**Boron ultrasoft pseudopotential: occupation errors and a forecast of the spin-polarised tests**

The table holds all-electron excitation energies and all-electron-minus-pseudo errors for nine valence configurations of boron (ld1.x, LDA-PZ, non-relativistic, reference 2s1.75 2p1.25). The program fits a quadratic form in the occupation changes to the unpolarised rows with charge up to +1, and forecasts the two withheld spin-polarised rows from $E=E_{\rm unpol}-IM^2/4$ with a rough recalled $I$ and a rough over-gain of 4 ± 3 % argued from the small partial core. Frozen Slater orbitals serve as a check of size only. The neutral errors grow quadratically (exponent 2.01), while the error of the dication is five times as large as the fitted form gives. Both forecast energies fall within their bars, but the spin errors, about 10 % of the spin energy, lie roughly two bars above the forecast.

Boron pseudopotential tests with ld1.x 7.5: LDA (Perdew-Zunger), non-relativistic, ultrasoft, [He] core, radii 1.4 (s), 1.95 (p) and 1.5 bohr (d), sine-form core correction within 1.3 bohr. Excitation energies are relative to the unpolarised reference 2s1.75 2p1.25, and errors are all-electron minus pseudo-atom. Spin-polarised tests follow Hund's rule.

## Program and output

```python
# Table: ld1.x 7.5, boron, LDA-PZ, non-relativistic ultrasoft potential: all-electron energies (eV) relative
# to 2s1.75 2p1.25 and errors all-electron minus pseudo (meV). Tested: quadratic error growth (unpolarised
# rows); forecast of the withheld spin-polarised rows from E = E_unpol - I*M^2/4 and a partial-core argument.
T = {
    'test_configuration': ['2s2 2p1', '2s2 2p0', '2s1 2p0', '2s2 2p1.3', '2s0 2p3', '2s1 2p2', '2s1 2p1', '2s1.75 2p1.25', '2s2 2p1'],
    'test_spin_polarised': ['no', 'no', 'no', 'no', 'no', 'no', 'no', 'yes', 'yes'],
    'excitation_energy_all_electron': [-1.4169, 6.912, 32.209, -2.1898, 9.9714, 4.2627, 12.861, -0.56189, -1.6519],  # eV
    'excitation_error': [0.5714, 12.49, 68.42, 0.2993, 28.4, 5.279, 1.823, 53.46, 25.28],  # meV
}
HELD = [7, 8]  # rows withheld from the fit
import re
import numpy as np
from scipy.integrate import simpson
from scipy.optimize import brentq
from scipy.constants import physical_constants as pc
Ha = pc['Hartree energy in eV'][0]
cfg = T['test_configuration']; E = T['excitation_energy_all_electron']; er = T['excitation_error']
occ = np.array([[float(x) for x in re.findall(r'2[sp]([\d.]+)', c)] for c in cfg])
ds, dp, q = occ[:, 0]-1.75, occ[:, 1]-1.25, 3-occ.sum(1)
K = [i for i in range(len(cfg)) if i not in HELD]
neu = [i for i in K if abs(q[i]) < 1e-9]
print('rounding floor: energies 0.05-0.5 meV, errors 0.00005-0.005 meV')
for i in neu: print(f'neutral {cfg[i]}: E/dp {E[i]/dp[i]:.3f} eV/e, error/dp^2 {er[i]/dp[i]**2:.2f} meV/e^2')
k = np.array([er[i]/dp[i]**2 for i in neu])
ex = np.polyfit(np.log(abs(dp[neu])), np.log([er[i] for i in neu]), 1)[0]
print(f'neutral log-log exponent {ex:.3f}; spread of error/dp^2 {100*np.ptp(k)/k.mean():.1f} %')
X = np.c_[ds**2, 2*ds*dp, dp**2]; F = [i for i in K if q[i] < 1.5]; y = np.array([er[i] for i in F])
c = np.linalg.lstsq(X[F]/y[:, None], np.ones(len(F)), rcond=None)[0]
print(f'quadratic form (charge<=+1, relative weights): A {c[0]:.2f}, B {c[1]:.2f}, C {c[2]:.2f} meV/e^2')
for i in K:
    m = X[i]@c
    print(f'{cfg[i]:10s} q={q[i]:+.1f} error {er[i]:7.3f} fit {m:7.3f} meV, rel {100*(m/er[i]-1):+.1f} %, table/fit {er[i]/m:.2f}' + ('' if i in F else ' (left out)'))
assert all(er[i] > 0 for i in K)
assert 1.9 < ex < 2.1 and np.ptp(k)/k.mean() < 0.05
assert all(er[i] > 2*(X[i]@c) for i in K if i not in F)
# crude check: frozen Slater orbitals (Slater's rules: 1s 4.7, n=2 1.3; 1.1 as a more diffuse case), LSDA-PZ
r = np.linspace(1e-4, 20, 20001); zc, rc = 4.7, 1.3
def ec(rs, g, b1, b2, A, B, C, D):
    return np.where(rs >= 1, g/(1+b1*np.sqrt(rs)+b2*rs), A*np.log(rs)+B+C*rs*np.log(rs)+D*rs)
def spin(core, z, M):
    rho = (2*z)**5/24*r**2*np.exp(-2*z*r)/(4*np.pi); n = core+3*rho; s = M*rho/n
    rs = (3/(4*np.pi*n))**(1/3); g = ((1+s)**(4/3)+(1-s)**(4/3))/2-1
    dc = ec(rs, -.0843, 1.3981, .2611, .01555, -.0269, .0007, -.0048)-ec(rs, -.1423, 1.0529, .3334, .0311, -.048, .002, -.0116)
    return Ha*simpson(4*np.pi*r**2*n*g*(-.75*(3*n/np.pi)**(1/3)+dc/(2**(1/3)-1)), x=r)
full = 2*zc**3/np.pi*np.exp(-2*zc*r)
x = brentq(lambda t: t/np.tan(t)-1+2*zc*rc, 0.1, np.pi-1e-6)
part = np.where(r < rc, 2*zc**3/np.pi*np.exp(-2*zc*rc)*rc/np.sin(x)*np.sin(x*r/rc)/r, full)
print(f'crude sine core holds {simpson(4*np.pi*r**2*part, x=r):.3f} of 2 core electrons')
for z in (1.3, 1.1):
    for M in (1.0, 1.5):
        a, b = spin(full, z, M), spin(part, z, M)
        print(f'Slater zeta {z}, M={M}: spin energy {a:.3f} eV, I {-4*a/M**2:.2f} eV, over-gain with sine core {100*(b/a-1):.1f} %')
I, dI, f, df = 1.0, 0.2, 0.04, 0.03   # I: rough recalled value (eV); f: rough estimate of the over-gain
print(f'forecast inputs: I {I}+-{dI} eV (rough, recalled), error fraction {100*f:.0f}+-{100*df:.0f} % (rough)')
S, G, Ms = [], [], []
for i in HELD:
    tw = [j for j in K if cfg[j] == cfg[i]]
    E0, e0 = (E[tw[0]], er[tw[0]]) if tw else (0.0, 0.0)
    M = (2-occ[i, 0])+occ[i, 1]; w = M*M/4
    pE, bE, pe, be = E0-I*w, dI*w, e0+1e3*f*I*w, 1e3*df*I*w
    print(f'-- {cfg[i]} polarised, Hund M={M:.2f}, baselines {E0:.4f} eV, {e0:.3f} meV')
    print(f'energy forecast {pE:.2f}+-{bE:.2f} eV, computed {E[i]:.4f}, miss {E[i]-pE:+.3f} eV ({abs(E[i]-pE)/bE:.2f} bars)')
    print(f'error forecast {pe:+.1f}+-{be:.1f} meV, computed {er[i]:+.3f}, miss {er[i]-pe:+.1f} meV ({abs(er[i]-pe)/be:.2f} bars)')
    s, g = E[i]-E0, er[i]-e0; S.append(s); G.append(g); Ms.append((M, occ[i, 1]))
    fr = -0.1*g/s if s else float('nan')
    print(f'spin energy {s:.4f} eV, implied I {-s/w:.3f} eV, spin part of error {g:+.3f} meV = {fr:+.2f} % of it')
rat = lambda v: v[0]/v[1] if v[1] else float('nan')
print(f'spin-energy ratio computed {rat(S):.3f}; forecast 2.1-2.5; M^2 {(Ms[0][0]/Ms[1][0])**2:.2f}; p only {(Ms[0][1]/Ms[1][1])**2:.2f}')
print(f'ratio of spin parts of the error {rat(G):.3f}')
```

Output:

```
rounding floor: energies 0.05-0.5 meV, errors 0.00005-0.005 meV
neutral 2s2 2p1: E/dp 5.668 eV/e, error/dp^2 9.14 meV/e^2
neutral 2s0 2p3: E/dp 5.698 eV/e, error/dp^2 9.27 meV/e^2
neutral 2s1 2p2: E/dp 5.684 eV/e, error/dp^2 9.38 meV/e^2
neutral log-log exponent 2.008; spread of error/dp^2 2.6 %
quadratic form (charge<=+1, relative weights): A 2.87, B 0.28, C 7.19 meV/e^2
2s2 2p1    q=+0.0 error   0.571 fit   0.594 meV, rel +4.0 %, table/fit 0.96
2s2 2p0    q=+1.0 error  12.490 fit  11.248 meV, rel -9.9 %, table/fit 1.11
2s1 2p0    q=+2.0 error  68.420 fit  13.372 meV, rel -80.5 %, table/fit 5.12 (left out)
2s2 2p1.3  q=-0.3 error   0.299 fit   0.204 meV, rel -31.8 %, table/fit 1.47
2s0 2p3    q=+0.0 error  28.400 fit  29.129 meV, rel +2.6 %, table/fit 0.97
2s1 2p2    q=+0.0 error   5.279 fit   5.350 meV, rel +1.4 %, table/fit 0.99
2s1 2p1    q=+1.0 error   1.823 fit   2.167 meV, rel +18.9 %, table/fit 0.84
crude sine core holds 0.014 of 2 core electrons
Slater zeta 1.3, M=1.0: spin energy -0.294 eV, I 1.18 eV, over-gain with sine core 5.2 %
Slater zeta 1.3, M=1.5: spin energy -0.671 eV, I 1.19 eV, over-gain with sine core 5.3 %
Slater zeta 1.1, M=1.0: spin energy -0.241 eV, I 0.97 eV, over-gain with sine core 3.5 %
Slater zeta 1.1, M=1.5: spin energy -0.550 eV, I 0.98 eV, over-gain with sine core 3.5 %
forecast inputs: I 1.0+-0.2 eV (rough, recalled), error fraction 4+-3 % (rough)
-- 2s1.75 2p1.25 polarised, Hund M=1.50, baselines 0.0000 eV, 0.000 meV
energy forecast -0.56+-0.11 eV, computed -0.5619, miss +0.001 eV (0.01 bars)
error forecast +22.5+-16.9 meV, computed +53.460, miss +31.0 meV (1.83 bars)
spin energy -0.5619 eV, implied I 0.999 eV, spin part of error +53.460 meV = +9.51 % of it
-- 2s2 2p1 polarised, Hund M=1.00, baselines -1.4169 eV, 0.571 meV
energy forecast -1.67+-0.05 eV, computed -1.6519, miss +0.015 eV (0.30 bars)
error forecast +10.6+-7.5 meV, computed +25.280, miss +14.7 meV (1.96 bars)
spin energy -0.2350 eV, implied I 0.940 eV, spin part of error +24.709 meV = +10.51 % of it
spin-energy ratio computed 2.391; forecast 2.1-2.5; M^2 2.25; p only 1.56
ratio of spin parts of the error 2.164
```
